## Fractional removal of a 3p electron from Ca³⁺: why the LDA energy sags below the straight line

Let x be the number of electrons removed from the 3p shell of Ca³⁺, and E(x) the self-consistent total energy less that of the starting configuration. At x = 0 the ion is Ca³⁺ (3p⁵), at x = 1 it is Ca⁴⁺ (3p⁴), and E(1) is the ionisation energy by difference of total energies. In a Kohn-Sham atom the occupation of a level is a number in the input and need not be whole. Each row below is a separate calculation, in relativistic spin-unpolarised LDA, in which the 3p occupation is 5 − x and all orbitals adjust to it. Three more quantities are listed: the eigenvalue ε of the emptied level, its mean radius ⟨r⟩, and the deviation from the straight line, D(x) = E(x) − x·E(1), which is the energy less the chord between the two whole ions.

Spherical all-electron Dirac-Kohn-Sham calculations with Quantum ESPRESSO 7.5 (ld1.x) for Ca³⁺, [Ne] 3s² 3p⁵, with a point nucleus and spin-unpolarised relativistic LDA (MacDonald-Vosko exchange, VWN5 correlation). Charge is removed from 3p₁/₂ and 3p₃/₂ in the ratio 1:2, and the emptied level is the 3p average. The straight line joins the energies at 0 and 1 electron removed.

```tsv
electrons removed (electrons)	energy less that of the starting configuration (eV)	emptied level eigenvalue (eV)	emptied level mean radius (bohr)	deviation from the straight line (eV)
0.000	0	-59.704	1.2057	0.000
0.200	12.286	-63.162	1.1960	-1.410
0.400	25.268	-66.665	1.1866	-2.123
0.600	38.955	-70.212	1.1775	-2.132
0.800	53.355	-73.802	1.1685	-1.427
1.000	68.478	-77.434	1.1598	0.000
```

The four inner rows are not charge states that can be observed. They are probes of the functional. All six rows share one treatment: a spherical density, no spin moment, and the hole spread over 3p₁/₂ and 3p₃/₂ in the ratio 1:2, so that ε belongs to a 3p average and not to one spin-orbit level.

### What the rows show

The energy rises by 68.478 eV, in steps that grow from 12.286 eV for the first fifth of an electron to 15.123 eV for the last. The curve is therefore convex, and D is negative in every inner row, deepest at x = 0.6 with −2.132 eV. The eigenvalue falls by 17.730 eV, nearly but not quite evenly: each drop is larger than the one before, from 3.458 to 3.632 eV. The radius shrinks in every step, by 3.8 % in all.

No row breaks these trends. One feature stands above the rounding of the table and needs a cause: the sag is lopsided. Row 0.8 lies 0.017 eV deeper than row 0.2, and row 0.6 lies 0.009 eV deeper than row 0.4. The radius steps shrink steadily, from 0.0097 to 0.0087 bohr, and the slight unevenness in that shrinking is of the size of the rounding. The growth of the eigenvalue drops declines slowly, from 0.045 to 0.042 eV; each change is close to the rounding, but the decline is steady, so the curvature rises a little more slowly towards Ca⁴⁺, by too little to show in the sag.

### The eigenvalue is the slope of the energy

The Kohn-Sham energy is stationary against changes of the orbitals. When an occupation changes a little, only the explicit dependence on it counts to first order, and that dependence is the eigenvalue. This is Janak's theorem, ∂E/∂n = ε. Here a third of the removed charge comes from 3p₁/₂ and two thirds from 3p₃/₂, so the slope is the mean of the two levels with these weights, and since charge is taken away,

dE/dx = −ε(x).

The table obeys this. For the first interval the trapezoid rule gives 0.2 × (59.704 + 63.162)/2 = 12.287 eV against an energy step of 12.286 eV. Over the whole range it gives 68.482 eV against 68.478 eV, and the excess of 0.004 eV is what the trapezoid rule itself must overshoot on a slightly bent integrand with this step. The largest excess in one interval, 0.0014 eV between 0.6 and 0.8, is within reach of the rounding of two energies.

The theorem is built into the method, so the agreement says nothing about whether LDA is right. It shows that the bend belongs to the self-consistent energy of this treatment and is no numerical noise, and it lets the whole energy curve be read from the eigenvalue column. The curvature is

U(x) = d²E/dx² = −dε/dx,

and the two routes agree: second differences of the energy give 17.40 eV at x = 0.2 and 18.07 eV at x = 0.8, the eigenvalue slopes 17.40 and 18.05 eV, equal within the 0.05 eV that rounding allows.

### From the curvature to the sag

Since the chord has no curvature, D″ = U, with D = 0 at both ends. If U were constant, at its mean Ū = ε(0) − ε(1) = 17.730 eV, two integrations would give a parabola, D = −Ū x(1 − x)/2, symmetric about the middle and Ū/8 = 2.216 eV deep there. This alone reproduces every inner row within 0.009 eV, but it cannot be lopsided.

The curvature in fact grows with x. The eigenvalue slopes of the first and last intervals are 17.290 and 18.160 eV, their centres lie 0.8 electron apart, and so E‴ ≈ (18.160 − 17.290)/0.8 = 1.09 eV. With U = Ū + E‴(x − ½) the same two integrations give

D(x) = −Ū x(1 − x)/2 + (E‴/6) x(x − ½)(x − 1).

For x = 0.2 the first term is −17.730 × 0.2 × 0.8/2 = −1.418 eV and the second is (1.09/6) × 0.2 × (−0.3) × (−0.8) = +0.009 eV; carried with one more digit the sum is −1.410 eV, the value in the table. At x = 0.8 the second term changes sign, which accounts for the 0.017 eV between the two rows. All four inner rows are met within rounding. Nothing is fitted: Ū and E‴ are differences of tabulated eigenvalues. They come from the same runs as the energies, however, so the match is Janak's theorem again. It shows that the asymmetry and the growth of U are one fact: the curve bends harder towards Ca⁴⁺, and its lowest point below the chord moves to that side. What remains to be explained is why U is not zero, why it is about 18 eV, and why it grows.

### The exact limit: a straight line

An atom with a fractional electron number can only be a statistical mixture of whole ions, for instance an ion that trades an electron with a distant partner. With weight 1 − x on the ion with five 3p electrons and x on the ion with four, the ground-state energy is the weighted mean of the two energies. So in exact theory D = 0 and U = 0 between integers, and the highest level, being the slope, stays constant at minus the ionisation energy. At a whole number the slope jumps to the next ionisation energy. This is established theory and the table does not test it; the table shows how far LDA departs from it.

Counting pairs makes the departure plain. Freeze the orbitals and let each pair of 3p electrons repel by the same amount F. Five electrons form ten pairs and four form six. The even mixture has eight pairs on average. A formula smooth in the occupation n, such as n(n − 1)/2, is right at both integers but gives 4.5 × 3.5/2 = 7.875 pairs at n = 4.5, an eighth of a pair too few. That eighth is the Ū/8 of the sag, with F in the place of Ū. Any energy that is quadratic in the occupation behaves so, whatever linear term goes with it.

The Hartree energy is such a quadratic: it is the repulsion of the density with itself, and its second derivative in n is the repulsion F of the 3p cloud with itself. To straighten the line the exchange-correlation energy would have to cancel this curvature entirely between integers. LDA exchange is minus an integral over the density to the power 4/3. Its second derivative is negative, so it works in the right direction, but it is a smooth local function of the density that knows nothing of whole numbers, and the positive U of the table shows that it falls far short. The sag is the delocalisation error, or many-electron self-interaction error, of LDA.

The spherical, spin-averaged setting bears on its size. The hole is taken in equal sixths from six spin-orbitals. A scheme that removed only the repulsion of each spin-orbital with itself would strike six of the thirty-six terms in the square, and roughly five sixths of the Coulomb curvature would survive along this path. The opposite limit is a hole confined to one frozen spin-orbital in Hartree-Fock theory, where self-exchange cancels self-repulsion exactly and the energy is straight; letting the orbitals relax then bends it above the chord. The curvature seen here is thus not the self-interaction of one orbital alone. A spin-polarised run would take the electron from one spin channel, where exchange cancels a larger share, and a smaller U is to be expected from that argument; it is untested here.

The name of the error follows from a thought experiment. Place Ca³⁺ and Ca⁴⁺ infinitely far apart. In exact theory, sharing the hole between them costs and gains nothing. In this LDA treatment two ions at x = ½ lie about 2 × 2.216 = 4.4 eV below the pair of whole ions, so the functional spreads the hole. A sag that is only 3.2 % of the ionisation energy is several electronvolts on this scale, and it is no physical stabilisation of fractional charge.

### The size of U: a charged sphere

An isolated conducting sphere of radius R with charge q has the energy q²/2R in atomic units, and its curvature in q is 1/R. LDA treats the 3p shell much as this capacitor: charge is drawn off continuously, and the potential at the surface, the counterpart of ε, moves in proportion. A real small conductor holds whole electrons. Its energies at whole charges lie on the parabola, and a mixture of two neighbouring charges lies on the chord between them. The parabola is therefore physical as a statement that successive ionisation energies rise; the fault is to follow it between the integers. The analogy goes no further than the Coulomb term. The sphere has a fixed radius, all its charge on one surface, and no exchange or correlation.

It supplies one estimate without parameters, U ≈ e²/⟨r⟩. For the interval from 0.4 to 0.6 the mean radius is (1.1866 + 1.1775)/2 = 1.1821 bohr, so the estimate is 1/1.1821 = 0.846 hartree, or 23.02 eV. The table gives (70.212 − 66.665)/0.2 = 17.735 eV. The ratio is 0.770, and the sag that the sphere would predict, 23.02/8 = 2.88 eV, stands against 2.216 eV. Over the five intervals the thin shell exceeds the computed U by 29 to 31 %. It gets the sign and the order of size, and it fails by being too large throughout.

Three effects that the sphere leaves out point that way, and they add. First, the cloud is spread in radius, and two spherical shells repel according to the larger of their two radii; this commonly puts F somewhat below e²/⟨r⟩, as in the hydrogen 1s orbital, where F is 5/8 hartree and 1/⟨r⟩ is 2/3. Second, LDA exchange contributes the negative curvature described above. Third, the orbitals relax. The radius column shows that they do, from 1.2057 to 1.1598 bohr. If s is a shape parameter that minimises the energy at each x, the curvature along the relaxed path is E_xx − E_xs²/E_ss, and since E_ss is positive at a minimum the correction is negative. In words, as charge leaves, the remaining electrons draw in and refill part of the hole. Relaxation therefore reduces the convexity and cannot be its source. How the shortfall divides among the three is not something these columns decide.

### Why U grows along the series

As x rises the remaining 3p electrons screen one another less, feel more of the nuclear charge and contract, and a smaller shell repels itself more strongly. That gives E‴ its positive sign and the sag its lean towards Ca⁴⁺. The numbers support the direction but not the full amount: from the first interval to the last, U grows by 5.0 % while 1/⟨r⟩ grows by 3.2 %, and the ratio of U to e²/⟨r⟩ climbs steadily from 0.763 to 0.777. If U simply followed 1/⟨r⟩, contraction would thus cover about three fifths of the growth. What scales with size, however, is the frozen repulsion F, which is larger than U. The thin-shell value, larger still, rises from 22.66 to 23.37 eV while U rises from 17.290 to 18.160 eV, about four fifths as much. If F keeps in step with 1/⟨r⟩, the share of contraction lies between these two fractions, and some growth is left over either way. LDA exchange does not supply the rest: at fixed shape its negative curvature gets stronger as the density thins out, and contraction of the shell strengthens it further, so it works against the growth. That leaves relaxation, which must weaken along the series: the more highly charged ion, with fewer 3p electrons, is stiffer and refills less of the hole. This follows by elimination, on the assumptions that F keeps in step with 1/⟨r⟩ and that correlation adds little; the columns do not show it directly.

### Which eigenvalue gives the ionisation energy

Janak's theorem makes E(1) the mean of −ε over the interval. A level that slides by Ū must start about Ū/2 = 8.865 eV short of its mean and end about as far beyond it. The table has 59.704 eV at the start, 8.774 eV or 12.8 % below the computed energy difference, and 77.434 eV at the end, 8.956 eV or 13.1 % above it. Both misses are ∓Ū/2 shifted upwards by E‴/12 = 0.091 eV, which is also the error of the mean of the two ends.

The exact limit explains why neither end serves. The exact level is a staircase in n, and LDA replaces it with a ramp that runs smoothly through the integer inside an open shell. At a whole number the ramp passes roughly midway up the step. The eigenvalue of Ca⁴⁺ is then a compromise between the energy to make Ca⁴⁺ and the larger energy to ionise it further, and so overshoots the first.

The ramp crosses the tread near its middle. Expanding −ε about x = ½ and integrating, the linear term vanishes by symmetry, and E(1) = −ε(½) + E‴/24. This is Slater's transition state, with an expected error of −0.045 eV. The mean of rows 0.4 and 0.6 is 68.439 eV, 0.039 eV or 0.06 % below the energy difference; the small remainder arises because the mean of two points on a bent curve is not the value at the centre.

All these errors are relative to the 68.478 eV of the same calculation, which is itself not the ionisation energy of the real ion. Spin is switched off, while the ground terms have one unpaired electron in 3p⁵ (²P) and two in 3p⁴ (³P). Spin polarisation would lower Ca⁴⁺ more than Ca³⁺, so its absence does not cancel and should leave the difference too high. The end rows are averages over terms and over both j levels, not ground states, so the chord joins two averaged energies. Breit and QED terms are left out too; with (Zα)² near 0.02 for calcium, they and the Dirac treatment are small corrections to the Coulomb repulsion within the shell and are not a plausible source of a 2 eV sag.

### Neighbouring cases

The argument carries over in words. With U of the order of e²/⟨r⟩, the sag U/8 and the endpoint misses U/2 follow the compactness of the emptied shell and not its binding energy as such. In the limit of a very diffuse level U tends to zero and LDA approaches the straight line; for a compact shell it departs most. The next 3p electron, from Ca⁴⁺ to Ca⁵⁺, should in the same treatment start from a curvature a little above 18 eV and give a slightly deeper sag with the same lean. An ion of the same configuration and higher nuclear charge has a smaller 3p shell and should sag more, while the 4s shell of neutral calcium, several times larger, should sag several times less. The ratio near 0.77 belongs to this shell of this ion in this functional. Where a soft outer shell surrounds the hole, relaxation removes more of the bare repulsion and the ratio should be lower.
